At a wave cutoff of 300 eV, this Ga–Se cell has the right pressure to within 0.05 GPa, yet its energy is still 88 meV/atom too high. The good pressure doesn't show that the calculation has converged. The error in the energy is large but hardly depends on where the atoms sit, so forces and the corrected pressure, which measure only changes of energy, suffer much less from it.

Ga3Se, four atoms fixed in a randomly distorted cell, computed with Ansatz 0.2.0: PBEsol, scalar-relativistic plane-wave PAW, no spin polarisation, Gamma-centred 6×6×6 k mesh, Gaussian smearing of 0.1 eV. The reference is the same cell at a wave cutoff of 600 eV. Energies are at zero smearing; pressures are positive in compression and corrected for the finite cutoff.

| wave cutoff (eV) | energy less reference (meV/atom) | pressure less reference (GPa) | largest force change (eV/Å) | plane waves at gamma |
| --- | --- | --- | --- | --- |
| 200 | 6810 | 3.14 | 0.283 | 565 |
| 250 | 1010 | 0.934 | 0.0264 | 765 |
| 300 | 87.9 | -0.047 | 0.0118 | 1025 |
| 350 | 4.67 | 0.036 | 0.00047 | 1321 |
| 420 | 0.951 | 0.001 | 0.00016 | 1741 |

**What goes wrong**

A plane-wave calculation builds the electron waves from ripples that fill the whole cell, and the cutoff sets the shortest ripple allowed. That shortest wavelength is about 0.9 Å at 200 eV and 0.6 Å at 420 eV. The 3d shells of gallium and selenium have radii of only a few tenths of an ångström. Without short enough ripples these shells come out too spread out, and the energy comes out too high.

The 3d electrons matter here because the calculation treats them explicitly instead of freezing them in the atomic cores. The cell has 55 explicit electrons, which is the count expected with both 3d shells included, and 40 of them are 3d electrons. That such compact shells need a high cutoff is standard physics; the table itself separates neither the share of the 3d shells from that of the s and p electrons, nor gallium from selenium. A simple metal such as aluminium, with only s and p valence electrons, usually manages with a lower cutoff. The density cutoff rises together with the wave cutoff in these runs, so the listed errors contain both effects.

**Why forces and pressure suffer less**

A 3d shell lies deep inside its atom and changes little when a neighbour moves. The error in its energy is therefore nearly a fixed surcharge for each atom of an element, like a scale that adds the same false weight to every parcel. Plane waves belong to the cell and not to the atoms, so moving an atom leaves this surcharge almost unchanged. A constant error in the energy produces no force.

The force errors show how nearly constant it is. At 300 eV the largest force change is 0.0118 eV/Å, which is still about 12 % of the largest force component in the reference but small on the scale of the energy error. If one atom moves by 0.04 Å along that direction, the energy error of the four-atom cell changes by about $0.0118\times0.04\approx0.0005$ eV, or roughly 0.1 meV/atom. That is about a thousandth of the energy error itself. This is a straight-line estimate around one geometry, not a comparison of two computed structures. Nearly constant isn't always good enough, though. At 200 eV the energy error is so large that even its small variation with position spoils the forces: the largest component is 0.385 eV/Å, against 0.102 eV/Å in the reference.

**Why the pressure needs a correction**

Pressure has an extra difficulty. If the cell shrinks while the number of plane waves stays the same, every ripple becomes shorter. The basis then describes the 3d shells better and the energy falls, although nothing physical has favoured the smaller cell. An uncorrected calculation feels this as a false pull inwards, known as Pulay stress.

Its size follows from the slope of the energy against the cutoff. The number of plane waves grows as $V E_{\mathrm{cut}}^{3/2}$, where $V$ is the volume and $E_{\mathrm{cut}}$ the wave cutoff. Keeping that number fixed means that $E_{\mathrm{cut}}$ varies as $V^{-2/3}$. With the energy $E$ and the volume both taken per atom, the false pressure is

$$P_{\mathrm{false}}=\frac{2}{3}\,\frac{E_{\mathrm{cut}}}{V}\,\frac{dE}{dE_{\mathrm{cut}}}.$$

Between 250 and 300 eV the energy error falls from 1010 to 87.9 meV/atom, a slope of about −0.0184 eV/atom for each eV of cutoff. At the midpoint of 275 eV, with 21.9 Å³ per atom,

$$P_{\mathrm{false}}\approx\frac{2}{3}\times\frac{275}{21.9}\times(-0.0184)\approx-0.15\ \mathrm{eV/Å^3}\approx-25\ \mathrm{GPa}.$$

The slope changes so quickly within this step that only the order of magnitude, tens of GPa, should be trusted. No uncorrected pressure is available to test it.

The pressures in the table already include a correction for the finite cutoff. What remains is 0.93 GPa at 250 eV, far less than the estimated false pressure. This remainder may come from a real dependence of the basis error on volume or from an imperfect correction, and the data can't tell which. Either way, the good pressure at 300 eV owes much to the correction.

**How to recognise the failure**

The program itself gives the first sign: in all runs from 200 to 350 eV it warns that the cutoff is below its recommended value. Judged by its pressure alone, however, a single run can look quite healthy. At 200 eV the pressure is −0.6 GPa, as if the cell were almost free of stress, whereas the 600 eV reference gives −3.8 GPa, a clear tension. The reference value is no error: the cell is a randomly distorted one and isn't at its equilibrium volume. A low cutoff has hidden most of a stress that is really there at this level of theory.

The largest force component can mislead in the same way. At 250 eV it is 0.097 eV/Å against 0.102 eV/Å in the reference, which looks reassuring. Another component, however, has dropped from 0.025 to −0.001 eV/Å and so points the wrong way. Every component needs to be compared, not just the largest one.

The plainest sign comes from raising the cutoff by one step. From 300 to 350 eV the pressure error only goes from −0.047 to +0.036 GPa, so the pressure looks settled. Its error has changed sign twice since 250 eV, however, so a very small value at one cutoff may be partly luck. Over the same step the energy drops by another 83 meV/atom ($87.9-4.67$). A quantity whose error can change sign may look converged too early, while the energy error here falls at every step.

**What to do about it**

Use one cutoff for all energies that are to be compared. If this same cell were computed once at 300 eV and once at 420 eV, the two results would differ by 87 meV/atom ($87.9-0.951$) with no physical cause. A mistake of that size could easily reverse the order of two competing structures. At equal cutoff much of the error should cancel between similar structures, because each atom of an element carries nearly the same energy error in both; that deserves a test on the energy difference of interest, since only one structure was computed here.

For forces and pressure in this cell, 350 eV already comes close to the reference, with errors of about 0.0005 eV/Å and 0.04 GPa. The energy is then still almost 5 meV/atom off, and the program warns that the cutoff is below its recommended value. At 420 eV the warning is gone and the energy agrees with the reference to about 1 meV/atom, for 1.7 times as many plane waves as at 300 eV. These errors are measured against 600 eV, and no higher cutoff was run to test that reference.
